**Relativistic change of the 3s shell from Cu to Kr: (Zα)² scaling and the break at copper**

The table holds the 3s eigenvalue and mean radius of the neutral atoms Cu to Kr from a radial B-spline code, at non-relativistic Hartree-Fock level beside Dirac-Coulomb Hartree-Fock, both averaged over the configuration. The program compares the contraction with the one-electron Dirac 3s value, tests lowering = c(Zα)²/<r>² against lowering = b(Zα)²|ε|, and extends cubic and quadratic fits through Zn to Kr to Cu, with Zn predicted from Ga to Kr as a control. The contraction exceeds the one-electron value by 11% at Cu and 3% at Kr, and the first energy model holds within 0.8% from Ga to Kr while Zn lies 2.1% and Cu 6.6% above it. Copper's non-relativistic eigenvalue is 0.08 to 0.09 hartree deeper than the trend and its lowering 0.0015 to 0.0035 hartree larger, whereas the radial contraction shows no break beyond rounding and As shows no kink. Order-of-magnitude checks on 4s and 4p screening, the finite nucleus and the Breit and QED shifts are printed as well.

Spherical neutral atoms Cu to Kr, computed with B-spline radial code 1 at the basis-set limit: non-relativistic Hartree-Fock (configuration average, point nucleus) and Dirac-Coulomb Hartree-Fock (average over nl shells, Fermi nucleus), in the same configuration. ε is the orbital eigenvalue, without Breit or QED shifts, and <r> is the mean radius of the orbital.

## The fit in Python

```python
# Table: 3s eigenvalue and <r>, Cu to Kr, B-spline radial code, non-relativistic HF beside Dirac-Coulomb HF.
# Tested: (Z alpha)^2 scaling of the change, and the size of any break from the smooth trend of the 4s2 rows.
T = {
    'ion': ['Cu', 'Zn', 'Ga', 'Ge', 'As', 'Se', 'Br', 'Kr'],
    'Z': [29, 30, 31, 32, 33, 34, 35, 36],
    'configuration': ['[Ar] 3d10 4s1', '[Ar] 3d10 4s2', '[Ar] 3d10 4s2 4p1', '[Ar] 3d10 4s2 4p2', '[Ar] 3d10 4s2 4p3', '[Ar] 3d10 4s2 4p4', '[Ar] 3d10 4s2 4p5', '[Ar] 3d10 4s2 4p6'],
    'e_nr': [-5.01198, -5.63782, -6.39466, -7.19678, -8.04461, -8.93669, -9.87189, -10.8495],  # hartree
    'e_3s12': [-5.15649, -5.79999, -6.58162, -7.41225, -8.29286, -9.22225, -10.1996, -11.2245],  # hartree
    'e_pct': [2.88, 2.88, 2.92, 2.99, 3.09, 3.2, 3.32, 3.46],  # %
    'r_nr': [0.72276, 0.69059, 0.66047, 0.63224, 0.60595, 0.58153, 0.55886, 0.5378],  # bohr
    'r_3s12': [0.71277, 0.68047, 0.65027, 0.62196, 0.59558, 0.57105, 0.54826, 0.52707],  # bohr
    'r_pct': [-1.38, -1.47, -1.54, -1.63, -1.71, -1.8, -1.9, -2.0],  # %
}
import numpy as np
from scipy.constants import alpha, physical_constants as pc
ion = T['ion']; Z = np.array(T['Z'], float); x = (Z*alpha)**2
en, ed, rn, rd = (np.array(T[k], float) for k in ('e_nr', 'e_3s12', 'r_nr', 'r_3s12'))
Eh = pc['Hartree energy in eV'][0]; a0 = pc['Bohr radius'][0]
hu = lambda e: np.where(abs(e) >= 10, 5e-5, 5e-6)   # half a unit of the last printed digit
s = en - ed; ep = 100*s/abs(en); rp = 100*(rn - rd)/rn
us = hu(en) + hu(ed)
g = np.sqrt(1 - x); N = np.sqrt(9 - 4*(1 - g))      # one-electron Dirac 3s
rH = 100*(1 - ((3*N**2 - 1)*(g + 2) + N)/(2*N)/13.5)
k = s*rn**2/x; c = k[1:].mean(); k2 = ep/100/x; c2 = k2[1:].mean()
print("x=(Z alpha)^2; lowering = e_nr - e_Dirac (hartree); steps in percentage points")
print("row  x      lowering  e%     step    contr%  step   contr/x  one-electron contr%  table/that")
for i, n in enumerate(ion):
    de = "%+.4f" % (ep[i]-ep[i-1]) if i else "   -   "
    dr = "%+.4f" % (rp[i]-rp[i-1]) if i else "   -   "
    print("%s %.5f %.5f %.4f %s %.4f %s %.4f %.4f %.3f" % (n, x[i], s[i], ep[i], de, rp[i], dr, rp[i]/100/x[i], rH[i], rp[i]/rH[i]))
print("A: lowering = c x/<r>^2, c = %.3f hartree bohr^2; B: lowering = b x |e|, b = %.3f (means Zn-Kr)" % (c, c2))
print("one-electron 3s values: c = %.2f, b = 0.25" % (0.25/18*13.5**2))
print("row  c(row)  table vs A %  b(row)  table vs B %  |e|<r>^2  dln(lowering)/dlnZ  step of |e_nr|")
for i, n in enumerate(ion):
    t = "%.2f %.4f" % (np.log(s[i]/s[i-1])/np.log(Z[i]/Z[i-1]), en[i-1]-en[i]) if i else "-  -"
    print("%s %.3f %+.1f %.3f %+.1f %.3f %s" % (n, k[i], 100*(k[i]/c-1), k2[i], 100*(k2[i]/c2-1), -en[i]*rn[i]**2, t))
R = lambda a: a[-1]/a[0]
print("Kr/Cu: lowering %.2f, |e_nr| %.2f, e%% %.3f, contr%% %.2f, Z^2 %.3f" % (R(s), R(en), R(ep), R(rp), R(x)))
print("e%% ratio = Z^2 %.3f x c %.3f / |e|<r>^2 %.3f (identity)" % (R(x), R(k), R(en*rn**2)))
print("Zn/Cu growth: |e_nr| %.1f%%, lowering %.1f%%; contraction range %.5f-%.5f bohr" % (100*(en[1]/en[0]-1), 100*(s[1]/s[0]-1), (rn-rd).min(), (rn-rd).max()))
def ext(y, u, i, deg):   # row i minus the polynomial through the rows after it, and worst rounding effect
    z = Z - 33; w = np.vander(z[i:i+1], deg+1) @ np.linalg.pinv(np.vander(z[i+1:], deg+1))
    return y[i] - (w @ y[i+1:])[0], u[i] + (abs(w) @ u[i+1:])[0]
Q = [("|e_nr| hartree", -en, hu(en)), ("lowering hartree", s, us), ("e% points", ep, 100*us/abs(en)),
     ("r_nr bohr", rn, hu(rn)), ("contr% points", rp, 100*2*hu(rn)/rn)]
print("Table minus trend (Cu, 4s1, left out). Cu cubic (rel %), rounding, Cu quadratic | control: Zn cubic, rounding")
B = {}
for n, y, u in Q:
    b, ub = ext(y, u, 0, 3); q = ext(y, u, 0, 2)[0]; z, uz = ext(y, u, 1, 3); B[n] = (b, z)
    print("%s: %+.5f (%+.2f%%), %.5f, %+.5f | %+.5f, %.5f" % (n, b, 100*b/y[0], ub, q, z, uz))
print("Cu to Zn step of e%%: table %+.4f, cubic trend %+.4f points" % (ep[1]-ep[0], ep[1]-ep[0]+B["e% points"][0]))
print("Cubic residuals within Zn-Kr: largest (row), As, largest rounding")
for n, y, u in Q:
    r = y[1:] - np.polyval(np.polyfit(Z[1:]-33, y[1:], 3), Z[1:]-33); j = abs(r).argmax()
    print("%s: %+.5f (%s), %+.5f, %.5f" % (n, r[j], ion[j+1], r[ion.index('As')-1], u[1:].max()))
# further outputs of the same runs, typed in
d4 = [0.6524333-(0.5125005+2*0.5026809)/3, 0.7674925-(0.6301103+2*0.6157963)/3]
print("<1/r>(4s) - <1/r>(4p), Dirac: As %.2f, Br %.2f 1/bohr" % tuple(d4))
print("4s level lowered by relativity: Cu %.1f%%, Zn %.1f%%" % (100*(6.660641/6.489737-1), 100*(8.126258/7.959523-1)))
f = (34.97908-34.38657)/(2*9.869398)/2
print("Zn, if all change of sum r^2 is 4s: contraction %.1f%%, inner potential up %.0e hartree per 4s electron (order only)" % (100*f, f*0.4418774))
print("finite nucleus, Br 3s, first order: %.5f hartree" % (2*np.pi/3*35*319.7908*(4.1629e-15/a0)**2))
for n, v in (('As', 0.2889019+0.1598296-0.01414523), ('Br', 0.3689807+0.2072517-0.01899873)):
    i = ion.index(n)
    print("Breit+QED on 3s, %s: +%.2f eV = %.1f%% of lowering, %.2f points of e%%" % (n, v, 100*v/Eh/s[i], 100*v/Eh/abs(en[i])))
assert np.all(np.diff(s) > 0) and np.all(np.diff(rp) > 0)
assert np.all((rp/100/x > 0.25) & (rp/100/x < 0.35))
assert ep[1] < ep[0] and np.all(np.diff(ep[1:]) > 0)
assert all(B[n][0] > 3*abs(B[n][1]) for n in ("|e_nr| hartree", "lowering hartree"))
```

Printed output:

```
x=(Z alpha)^2; lowering = e_nr - e_Dirac (hartree); steps in percentage points
row  x      lowering  e%     step    contr%  step   contr/x  one-electron contr%  table/that
Cu 0.04478 0.14451 2.8833    -    1.3822    -    0.3086 1.2464 1.109
Zn 0.04793 0.16217 2.8765 -0.0068 1.4654 +0.0832 0.3058 1.3347 1.098
Ga 0.05117 0.18696 2.9237 +0.0472 1.5444 +0.0789 0.3018 1.4262 1.083
Ge 0.05453 0.21547 2.9940 +0.0703 1.6260 +0.0816 0.2982 1.5208 1.069
As 0.05799 0.24825 3.0859 +0.0919 1.7114 +0.0854 0.2951 1.6185 1.057
Se 0.06156 0.28556 3.1954 +0.1094 1.8021 +0.0908 0.2928 1.7194 1.048
Br 0.06523 0.32771 3.3196 +0.1243 1.8967 +0.0946 0.2908 1.8235 1.040
Kr 0.06901 0.37500 3.4564 +0.1368 1.9952 +0.0984 0.2891 1.9308 1.033
A: lowering = c x/<r>^2, c = 1.581 hartree bohr^2; B: lowering = b x |e|, b = 0.540 (means Zn-Kr)
one-electron 3s values: c = 2.53, b = 0.25
row  c(row)  table vs A %  b(row)  table vs B %  |e|<r>^2  dln(lowering)/dlnZ  step of |e_nr|
Cu 1.686 +6.6 0.644 +19.2 2.618 -  -
Zn 1.614 +2.1 0.600 +11.1 2.689 3.40 0.6258
Ga 1.594 +0.8 0.571 +5.8 2.789 4.34 0.7568
Ge 1.580 -0.1 0.549 +1.6 2.877 4.47 0.8021
As 1.572 -0.6 0.532 -1.5 2.954 4.60 0.8478
Se 1.569 -0.8 0.519 -3.9 3.022 4.69 0.8921
Br 1.569 -0.8 0.509 -5.8 3.083 4.75 0.9352
Kr 1.572 -0.6 0.501 -7.3 3.138 4.78 0.9776
Kr/Cu: lowering 2.59, |e_nr| 2.16, e% 1.199, contr% 1.44, Z^2 1.541
e% ratio = Z^2 1.541 x c 0.932 / |e|<r>^2 1.199 (identity)
Zn/Cu growth: |e_nr| 12.5%, lowering 12.2%; contraction range 0.00999-0.01073 bohr
Table minus trend (Cu, 4s1, left out). Cu cubic (rel %), rounding, Cu quadratic | control: Zn cubic, rounding
|e_nr| hartree: +0.08362 (+1.67%), 0.00006, +0.08908 | -0.00117, 0.00007
lowering hartree: +0.00353 (+2.44%), 0.00016, +0.00154 | -0.00023, 0.00021
e% points: +0.02717 (+0.94%), 0.00197, +0.04458 | -0.00055, 0.00234
r_nr bohr: -0.00008 (-0.01%), 0.00004, +0.00039 | -0.00020, 0.00004
contr% points: -0.00860 (-0.62%), 0.01165, -0.00981 | -0.00266, 0.01399
Cu to Zn step of e%: table -0.0068, cubic trend +0.0203 points
Cubic residuals within Zn-Kr: largest (row), As, largest rounding
|e_nr| hartree: +0.00025 (Ga), -0.00006, 0.00005
lowering hartree: +0.00005 (Ga), -0.00002, 0.00010
e% points: -0.00027 (Ge), +0.00012, 0.00092
r_nr bohr: +0.00004 (Ga), -0.00003, 0.00001
contr% points: -0.00055 (As), -0.00055, 0.00186
<1/r>(4s) - <1/r>(4p), Dirac: As 0.15, Br 0.15 1/bohr
4s level lowered by relativity: Cu 2.6%, Zn 2.1%
Zn, if all change of sum r^2 is 4s: contraction 1.5%, inner potential up 7e-03 hartree per 4s electron (order only)
finite nucleus, Br 3s, first order: 0.00015 hartree
Breit+QED on 3s, As: +0.43 eV = 6.4% of lowering, 0.20 points of e%
Breit+QED on 3s, Br: +0.56 eV = 6.2% of lowering, 0.21 points of e%
```
